### How can I estimate the smearing entropy term of a metal by hand?

I have results for cubic Al₃Cu at several volumes, and one column puzzles me. The smearing entropy term is negative everywhere and small. Its size first shrinks as the cell grows, then rises. Is there a pencil estimate that would tell me whether such values are reasonable, and how far could I trust it?

Ansatz 0.2.0, scalar-relativistic DFT with PBEsol, PAW and plane waves (cutoff 420 eV), without spin polarization, for cubic Al₃Cu (Pm-3m, 4 atoms per cell) at fixed volumes. The k mesh is 12 × 12 × 12, with Gaussian smearing of width 0.1 eV; the smearing entropy term is the contribution −TS to the free energy.

| volume (Å³/atom) | shortest distance (Å) | smearing entropy term (meV/atom) |
| --- | --- | --- |
| 13.364 | 2.664 | -1.260 |
| 13.449 | 2.669 | -1.250 |
| 13.646 | 2.682 | -1.220 |
| 14.490 | 2.736 | -1.200 |
| 15.107 | 2.775 | -1.250 |
| 15.190 | 2.780 | -1.260 |
| 16.464 | 2.856 | -1.510 |
| 16.474 | 2.856 | -1.510 |
| 16.890 | 2.880 | -1.580 |
| 16.896 | 2.880 | -1.580 |
| 16.943 | 2.883 | -1.590 |
| 17.132 | 2.894 | -1.630 |

### Answer

Three rough sizes are worth remembering for a metal like this one: a Fermi energy of about 10 eV, a quarter to a third of an electronic state per eV and atom, and, with a smearing width of 0.1 eV, an entropy term of one to two meV per atom. Your values lie in that range. The term comes from the artificial broadening of the occupations, so it is not the heat content of a warm metal. It is negative because this entropy lowers the free energy.

**Which electrons count**

Start with the limit of zero width. Every level is then either full or empty, and the term vanishes. With a finite width σ, only levels within roughly σ of the Fermi level become partly filled. A wider σ brings in more such levels and also gives each of them a larger contribution, so the term grows as σ². Doubling the width should make it four times as large, provided the density of states stays flat over the wider window and the k mesh samples it well. This law follows from theory; your runs all use one width.

The prefactor also follows in one step. With Gaussian smearing, a state exactly at the Fermi level contributes σ/(2√π), and the contributions fall off over an effective energy range of σ√π. The product is σ²/2. Hence

size of the term = σ²D/2,

where D is the number of states per eV and atom at the Fermi level, both spins included.

**A free-electron value for D**

Aluminium brings three outer electrons and copper one, if the copper 3d shell is taken as full. Al₃Cu then has z = (3 × 3 + 1)/4 = 2.5 free electrons per atom. For free electrons D = 3z/(2E_F), with

E_F = 36.5 eV Å² × (z/V)^(2/3),

where V is the volume per atom in Å³. This E_F is counted from the bottom of the free-electron band. The Fermi energy that a periodic calculation prints has a different zero and must not be put in its place.

For your alloy and width, everything combines into 18.75/E_F, in meV per atom with E_F in eV. This version has no adjusted constant, and it is too large on every row, by 14 to 38% of the computed value. Multiplying by 4/5 removes most of that excess and leaves an easy rule:

size ≈ 15/E_F.

The factor 4/5 was chosen from this table; a least-squares fit to all twelve rows gives 0.81.

**Two rows worked**

Take the row at 14.490 Å³ per atom, where the rule does worst:

1. z/V = 2.5/14.490 = 0.173 Å⁻³.
2. Raised to the power 2/3, this is 0.310 Å⁻², so E_F = 36.5 × 0.310 = 11.3 eV.
3. The estimate is 15/11.3 = 1.33 meV per atom.

The calculation gave 1.20, so the estimate is 11% too large. At 17.132 Å³ per atom the same steps give E_F = 10.1 eV and an estimate of 1.48 meV per atom. The computed size is 1.63, so here the rule is 9% too small. Both rows helped to set the factor, so they illustrate the rule rather than test it independently.

**How good is it over the table?**

The rule stays within 11% of the computed size on every row. That sounds better than it is. A single constant, 1.40 meV per atom, is never wrong by more than 17%. Most of the success therefore lies in getting the magnitude right, and only a modest part in following the volume. The full comparison is in the output below.

The volume dependence is where the picture fails. In a larger cell, free electrons have a lower Fermi energy and their states lie closer together in energy. The term should therefore grow steadily, as V^(2/3). From the smallest cell to 14.490 Å³ per atom this means a rise of 6%, but the computed size falls by 5%. From there to the largest cell the rule expects a rise of 12%, while the calculation gives 36%.

**Why the curve dips**

Free electrons alone cannot produce the dip. As the cell expands, their energies all shrink by one common factor, which draws the levels closer to the Fermi level, so the term can only grow. This holds even on a coarse k mesh, the grid of electron wave vectors on which the levels are calculated.

The real bands must therefore change in another way, and your runs show that they do. Counted from the bottom, the last band that the electrons could fill completely overlaps the next one in energy. From the smallest cell to the largest, this overlap grows by about 3%, where a common shrinking would have cut it by 15%. The crystal potential and the copper d states are likely reasons.

What stays open is whether the full density of states has this minimum, or only the few levels that the mesh picks out. Near the Fermi level, a free-electron energy can change by about 1.8 eV from one mesh point to the next, far more than the smearing width. By a free-electron count, only about four to ten distinct levels fall inside the smearing window once symmetry-equivalent points are grouped. With so few, the sum can miss the true average by more than the dip you see.

The smoothness of the curve does not settle the matter. The levels shift gradually with volume, so a few of them can drift slowly towards the Fermi level or away from it. A coarse mesh can thus give a smooth curve with a wrong shape. The same doubt applies to the factor 4/5, which should be used as a correction for this table and not read as a property of the alloy. Repeating the smallest cell, the one at 14.490 and the largest with a denser mesh would show whether the dip survives.

**Where to use the rule**

Use it to check the magnitude for metals whose outer s and p electrons move almost freely. For such a neighbour, recompute z and V and start from the general form, 3zσ²/(4E_F), without the 4/5. At a fixed width this form grows as z^(1/3) V^(2/3), so a given percentage change in volume per atom matters more than the same change in the number of free electrons.

The estimate loses its basis when a gap opens at the Fermi level. The free-electron D then no longer applies, and once the gap is much wider than σ the term vanishes. It is also unsuitable when narrow d bands cross that level, since they hold many more states per eV than free electrons do. The prefactor 1/2 belongs to Gaussian smearing. For Fermi-Dirac smearing, with σ equal to kT, it becomes π²/3. Methfessel-Paxton and cold smearing are built so that the σ² term cancels, and there the rule does not apply.

The analysis program printed:

```
fit of size on 12 rows: coefficient of raw 0.8117 +/- 0.016; rms 0.0944, worst 14.49 0.147, leave-one-out rms 0.103
fit of size on 12 rows: constant 1.403 +/- 0.05; rms 0.167, worst 17.132 -0.227, leave-one-out rms 0.182
Estimates by hand:
     row  E_F free (eV)  D free (1/eV/atom)  raw rule (meV/atom)  raw miss (%)  4/5 rule (meV/atom)  4/5 miss (%)
  13.364          11.93              0.3144                1.572         24.76                1.258       -0.1883
  13.449          11.88              0.3157                1.579          26.3                1.263         1.036
  13.646          11.76              0.3188                1.594         30.66                1.275         4.529
   14.49           11.3              0.3318                1.659         38.26                1.327         10.61
  15.107          10.99              0.3412                1.706         36.47                1.365         9.178
   15.19          10.95              0.3424                1.712         35.89                 1.37         8.708
  16.464          10.38              0.3613                1.807         19.64                1.445        -4.286
  16.474          10.37              0.3615                1.807         19.69                1.446        -4.248
   16.89           10.2              0.3675                1.838         16.31                 1.47        -6.956
  16.896           10.2              0.3676                1.838         16.33                 1.47        -6.934
  16.943          10.18              0.3683                1.841         15.82                1.473        -7.347
  17.132          10.11               0.371                1.855         13.81                1.484         -8.95
Prefactor of (z/V)^(2/3) in the free-electron Fermi energy (eV Å²): 36.46
Numerator of the raw rule, to be divided by E_F in eV (meV eV/atom): 18.75
Numerator of the 4/5 rule (meV eV/atom): 15
Largest miss of the 4/5 rule, either sign (%): 10.61
Largest miss of the constant, either sign (%): 16.94
Computed change of size, smallest cell to minimum (%): -4.762
Free-electron change, smallest cell to minimum (%): 5.541
Computed change of size, minimum to largest cell (%): 35.83
Free-electron change, minimum to largest cell (%): 11.81
Free-electron energy step between mesh points along an axis at E_F (eV): 1.776
Levels of the whole mesh inside the smearing window, rough count: 203.3
Inequivalent levels if each had 48 copies, lower bound: 4.235
Inequivalent levels if the mesh has 84 distinct points (centred mesh): 9.881
```
